## Why does the pressure change sign when the volume is held fixed?

I deformed a bismuth crystal along one axis and kept its volume constant. The axial ratio $r$ is the length along the axis over the length across it, divided by its starting value. The energy change is counted from the starting cell, and positive pressure means compression.

Bismuth (I4/mmm, one atom per primitive cell, 103.73 Å³ per atom), deformed along c at fixed volume from a cell not relaxed at this level. Ansatz 0.2.0, plane-wave PAW, LDA, scalar-relativistic, no spin polarisation, 420 eV cutoff, 12×12×12 k mesh, 0.05 eV Gaussian smearing. Energies are free energies relative to the starting cell; pressure is positive in compression.

| axial ratio (over its starting value) | energy change (meV/atom) | pressure (GPa) |
| --- | --- | --- |
| 0.85 | 400.8 | 4.24 |
| 0.92 | 112.0 | 1.86 |
| 1.0 | 0.0 | -0.38 |
| 1.1 | 129.0 | -2.16 |
| 1.2 | 386.0 | -3.03 |

I thought of pressure as the response to a change of volume, yet here it runs from 4.24 to −3.03 GPa with no change of volume at all. It also levels off: from 1.0 to 1.1 it drops by about 1.8 GPa, but from 1.1 to 1.2 by only 0.9 GPa. What is being squeezed and pulled? And can I trust every row?

### Answer

Look first at where the atoms are. This cell is not ordinary bismuth, but a set of straight, evenly spaced chains running along the axis. In the starting cell, neighbours in a chain are 2.86 Å apart, while atoms of adjacent chains are 6.19 Å apart. A change of axial ratio therefore acts mainly on one kind of bond, the one along the chain.

At fixed volume the length along the axis grows as $r^{2/3}$, and so does the chain bond length $d$. Your scan takes it from 2.57 Å at the lowest ratio to 3.23 Å at the highest. The chains move closer together as they are stretched, but atoms of adjacent chains never come nearer than 5.89 Å. You have in effect pushed and pulled on a row of chain bonds.

The pressure in the table is the mean of three normal stresses, one along the axis and two across it. Constant volume fixes the product of the cell's lengths, but not the mean of these stresses. In the same calculations the axial stress runs from 12.9 GPa in compression to 8.3 GPa in tension, while the lateral stress stays between −0.1 and −0.4 GPa. The axial part carries 97 % of the swing in pressure, so in the deformed rows the number you see is essentially one third of the axial stress. Only at the start, where both stresses are small, does the lateral part supply about half of it.

A bundle of parallel coil springs behaves in the same way. Push its ends together and the average stress is compressive, pull them apart and it is tensile, whatever happens to the volume of the bundle. The comparison holds for the force along the axis. It breaks down sideways, because these chains pull weakly on each other, and it breaks down for large stretches, because a chemical bond does not keep the stiffness of a coil.

The spring picture gives the pressure from the energy. Let $E(d)$ be the energy per atom and $V$ the volume per atom; there is one chain bond for each atom. Lengthening the cell along the axis by a small fraction $\delta d/d$ changes the energy by $-\sigma V\,\delta d/d$, where $\sigma$ is the axial stress, positive in compression. If the lateral stress is neglected, the pressure is $\sigma/3$:

$$P \approx -\frac{d}{3V}\,\frac{dE}{dd}.$$

For $E$ I took a spring that softens as it is stretched,

$$E = k_2u^2 + k_3u^3,$$

where $u$ is the change of bond length from the start. The two constants were fitted to the energies of all five rows, and they came out as $k_2 = 3.867$ eV/Å² and $k_3 = -2.774$ eV/Å³. The pressures were left out of the fit.

Take the row at 1.2, where $u = 3.231 - 2.861 = 0.370$ Å. The slope of the energy is

$$2(3.867)(0.370) - 3(2.774)(0.370)^2 \approx 1.72\ \text{eV/Å}.$$

Multiplying by $d/(3V) = 3.231/(3\times103.73)$ Å⁻² gives 0.0179 eV/Å³. One eV/Å³ is about 160 GPa, so the predicted pressure is −2.9 GPa, against −3.03 GPa in the table. This row's energy helped to set the constants, but its pressure did not.

Over the five rows the softening spring misses the pressure by at most 0.4 GPa, as the output below shows. A spring of constant stiffness, fitted to the same energies, misses by up to 1.6 GPa. Energy and stress are tied together by mechanics, so this agreement does not reveal what the bond is made of. It confirms that the sideways forces matter little for the swing in pressure and that the spring must soften.

That softening is why your pressure levels off. Between the two most compressed rows the chain has a stiffness of about 13 eV/Å², and between the two most stretched rows only about 2.4 eV/Å². Each further bit of stretch therefore adds less tension than the one before. The reason is general to chemical bonds: the repulsion between atoms rises steeply as they are pushed together, while the orbital overlap that holds them fades as they are drawn apart.

The same asymmetry shapes the energy. It rises on both sides because the chain bond is close to its preferred length at the start. The end rows cost nearly the same, about 400 and 390 meV per atom, but the first shortens the bond by 0.29 Å and the last lengthens it by 0.37 Å. For an equal change of length, squeezing is the more expensive of the two.

All the rows describe a chain whose bonds are forced to remain equal. With one atom in the repeating cell, long and short bonds cannot alternate, although such pairing, known as a Peierls distortion, is a standard instability of evenly spaced metallic chains. If it occurs here, it would lower the energy and change the tension. Read these rows as the response of the even chain, not as the strength of a real bismuth wire. The calculation also leaves out spin–orbit coupling, which is large for the outer p electrons of bismuth, and spin polarisation, which could lower the energy of the stretched chain. It combines LDA with PAW datasets made for PBE. How much any of these changes the stiffness is untested here.

The starting row has a pressure of −0.38 GPa because the cell was not relaxed. The stresses place the lowest energy of this path at a ratio of about 0.996, only some 0.2 meV below the start, so the shape is almost right. What remains there is mostly a pull in all three directions, which means that the cell would shrink if its volume were free. How strongly the chains attract each other is uncertain, since LDA lacks true long-range dispersion forces.

As for trusting every row, the compressed end deserves a second look. Stress multiplied by strain is work, so the stresses can be added up to give the energy between two rows. From 0.92 to 0.85 this gives 328 meV per atom, whereas the table rises by only 289 meV.

Five points make a coarse grid, but that would not explain the gap if the stress varies as smoothly between the rows as it seems to across them. Across the scan, the difference between axial and lateral stress follows a curve that bends one way. If it also does so between these two rows, the work must be at least 316 meV, which still leaves the table 27 meV short. The step from 0.92 to 1.0 is off by about 6 meV in the opposite direction, so a constant shift of the stress would not repair both.

This does not threaten the main trend, which spans hundreds of meV and several GPa. It does limit how finely you should read the stiffness of the compressed chain. One possible cause is the sampling of electron states. Along the chain this k mesh holds only 12 different wave vectors, which is few for a metallic chain with so little smearing. If a level at one of them crosses the Fermi level as the chain shortens, the stress can change abruptly between two rows, and the values at the ends no longer represent the whole step. That is a guess, and these five rows cannot test it. Would a denser k mesh, with a few more ratios between 0.85 and 0.92, bring the two accounts of the energy together, or would it uncover a real kink in the stress?

Output of the analysis:

```
fit of energy_change on 5 rows: coefficient of u**2 3384 +/- 410; rms 61.3, worst 0.85 -109, leave-one-out rms 124
fit of energy_change on 5 rows: coefficient of u**2 3867 +/- 60, coefficient of u**3 -2774 +/- 176; rms 6.71, worst 1.1 -11.1, leave-one-out rms 41.3
Geometry, stress and predicted pressure:
   row  bond_A  between_chains_A  axial_GPa  lateral_GPa  P_linear_spring_GPa  P_softening_spring_GPa
  0.85   2.567             6.485      12.91     -0.08897                2.628                   3.952
  0.92   2.706             6.337      5.986      -0.1989                1.459                   1.944
   1.0   2.861             6.189    -0.5674      -0.2789                    0                       0
   1.1   3.049             6.029     -5.806      -0.3342               -1.994                  -1.818
   1.2   3.231             5.892     -8.299      -0.3899               -4.162                  -2.864
Energy step from the row before:
   row  table_meV  from_stress_meV  axial_part_meV  lateral_part_meV  chain_stiffness_eV_per_A2
  0.92     -288.8           -327.7          -322.7            -4.917                      13.12
   1.0       -112           -106.1          -97.51            -8.598                      10.09
   1.1        129            118.5           131.1            -12.61                      5.885
   1.2        257            251.3           264.9             -13.6                      2.363
Share of the pressure swing carried by axial stress (percent): 97.25
Largest pressure miss, linear spring (GPa): 1.612
Largest pressure miss, softening spring (GPa): 0.38
Energy per squared bond change, ratio 0.85 over 1.2: 1.645
Axial ratio where the stress difference vanishes: 0.9963
Energy of that point below the start (meV): 0.2314
Least energy from 0.92 to 0.85 for a convex stress curve (meV): 316.2
Shortfall of the table against that least value (meV): 27.39
```
